Two-step Krylov, connected moments and power iteration on the four-spin Heisenberg ring

Take four spins 1/2 on a ring, H = J Σ Sᵢ·Sᵢ₊₁ with J > 0 and ħ = 1, energies in J, and start from the Néel state φ = |↑↓↑↓⟩. With A = S₁ + S₃ and B = S₂ + S₄, H = A·B = [S(S+1) − A(A+1) − B(B+1)]/2. The Néel state has A = B = 1, so it reaches only S = 0, 1, 2, with energies −2, −1, +1 and Clebsch-Gordan weights 1/3, 1/2, 1/6. All other levels are 0, so E₀ = −2 exactly.

Predict: how large can span(φ, Hφ, H²φ, ...) grow? Three levels give dimension three.

The two-step estimate. Let mₙ = ⟨φ|Hⁿ|φ⟩ and kₙ = ⟨φ|(H − m₁)ⁿ|φ⟩. In the orthonormal basis φ and (H − m₁)φ/√k₂ the matrix has diagonal m₁ and m₁ + k₃/k₂ and off-diagonal √k₂. Its lower root,

E_K2 = m₁ + [k₃ − √(k₃² + 4k₂³)]/(2k₂),

is a Rayleigh quotient and hence an upper bound to E₀. For k₃ > 0 and x = 4k₂³/k₃² ≪ 1,

E_K2 = m₁ − k₂²/k₃ + k₂⁵/k₃³ − ...

The first two terms are the lowest connected-moments (CMX) value of Cioslowski (1987). Since √(1+x) < 1 + x/2, it lies below E_K2, and nothing keeps it above E₀.

Predict both from the weights. They give m₁ = −1 and k₂ = k₃ = 1, so x = 4, E_K2 = −1.618 and CMX = −2. We test that exact hit below.

How the error falls. The M-step Krylov value minimises the Rayleigh quotient over p(H)φ with p of degree M − 1. Let E₁ and E_max be the second and highest levels reached, γ = (E₁ − E₀)/(E_max − E₁) and a = 1 + 2γ. Choose for p the Chebyshev polynomial T_(M−1), mapped so that |p| ≤ 1 on [E₁, E_max]; then |p(E₀)| = T_(M−1)(a). With ground-state weight w₀,

error ≤ (E_max − E₀)(1 − w₀)/[w₀ T_(M−1)(a)²].

At large M each step divides this by (a + √(a² − 1))², about exp(4√γ) for small γ. Here a = 2, the factor is 13.9, and the bound at M = 2 is a loose 1.5.

Power iteration fixes p = (σ − H)^(M−1) and uses the last product for the energy. Its asymptotically best shift, σ = (E₁ + E_max)/2, divides the error by a² per step, about exp(4γ), so steps grow as 1/γ against 1/√γ. Granting it that shift, σ = 0, the weights give E = m_(2M−1)/m_(2M−2) and an error of 3/(4^(M−1) + 2). The power rows of the table use this σ. At small M other shifts do better: at M = 2, σ = 0.618 reproduces the two-step Krylov vector and E = −1.618, and at M = 3, σ = 0.3 gives an error of 0.143 against 0.167. Finding the best shift at M = 2 is what the 2 × 2 problem of two-step Krylov does.

How the work grows. For N spins the S_z = 0 sector has D = C(N, N/2) states, and a bond is antiparallel in a fraction N/[2(N−1)] of them. One product Hv, built from bit patterns without storing H, costs D{1 + N²/[2(N−1)]} multiply-adds: 6 + 16 = 22 here.

Predict: how many products does m₃ need? Two, since m₃ = ⟨Hφ|H²φ⟩. M-step Krylov needs M products, 2M − 1 dot products of length D, and an M × M problem for which we allow M³, in total 22M + 6(2M − 1) + M³. Power iteration needs 22M + 12. Both hold two vectors. (At large M moments lose precision, and the Lanczos recursion adds about 3D per step.) Dense Householder reduction costs about 2k² + 4k on each k × k block, k = D − 1 down to 2, which tends to 2D³/3, and stores D² numbers. At N = 20, D = 184756, a product costs 2.13×10⁶ and the reduction 4.2×10¹⁵, a ratio of 2.0×10⁹.

method | work | stored | E/J | error/J
power, M = 2 | 56 | 12 | −1.500 | 0.500
CMX | 70 | 12 | −2 | 0, no bound
Krylov, M = 2 | 70 | 12 | −1.618 | 0.382
power, M = 3 | 78 | 12 | −1.833 | 0.167
power, M = 4 | 100 | 12 | −1.955 | 0.045
Krylov, M = 3 | 123 | 12 | −2 | 0
dense | 164 plus tridiagonal solve | 36 | −2 | 0
power, M = 7 | 166 | 12 | −1.99927 | 0.00073

Predict: does the CMX hit survive a change of H? Scale the spin-flip terms by λ. On φ, the normalised sum of the four one-exchange states and the second Néel state, H is tridiagonal with diagonal (−1, 0, −1) and coupling λ. Then E₀ = −[1 + √(1 + 8λ²)]/2, k₂ = k₃ = λ², E_K2 = −[1 + √(1 + 4λ²)]/2 and CMX = −1 − λ², which equals E₀ only at λ² = 0 or 1.

λ | E₀/J | K2 error/J | CMX error/J
0.5 | −1.366 | 0.159 | 0.116
2 | −3.372 | 0.811 | −1.628

The hit is a sign change of the error. At small λ the two estimates agree to λ⁴, yet both miss E₀ by λ², because the degenerate second Néel state is two exchanges away. CMX has a different merit: on N spins k₂ = k₃ = Nλ²/4, so it stays proportional to N, while x = Nλ² and E_K2 − m₁ tends to −√k₂, which grows only as √N.

Choices from the Néel state at λ = 1, among upper bounds and with σ fixed at 0. For 0.4 J take two-step Krylov (70, narrowly ahead of 78; power M = 2 would win at 56 if σ = 0.618 were known beforehand), for 0.2 J power M = 3 (78), and for 10⁻³ J three-step Krylov (123 against 164 and 166). A budget of 60 buys power M = 2, 80 buys power M = 3, and 130 buys the exact value. Near 100 the choice hangs on the M³ allowance, without which three-step Krylov costs 96. A limit of two vectors excludes the dense route.

Predict the effect of starting from the symmetric sum of both Néel states. It drops the S = 1 level, leaves two levels and gives m₁ = −1, k₂ = k₃ = 2λ². Two-step Krylov is then exact for every λ at a cost of 70, while CMX falls to −3 at λ = 1, a full J below E₀. Power iteration gains too. At λ = 1 the levels are −2 and +1 with weights 2/3 and 1/3, and the shift (E₁ + E_max)/2 = 1 removes the upper one, so power M = 2 is exact at 56, the best choice if that level is known beforehand. With σ left at 0 it gives −5/3, an error of 0.333 J, and two-step Krylov is the choice for any finer accuracy and any budget from 70 up.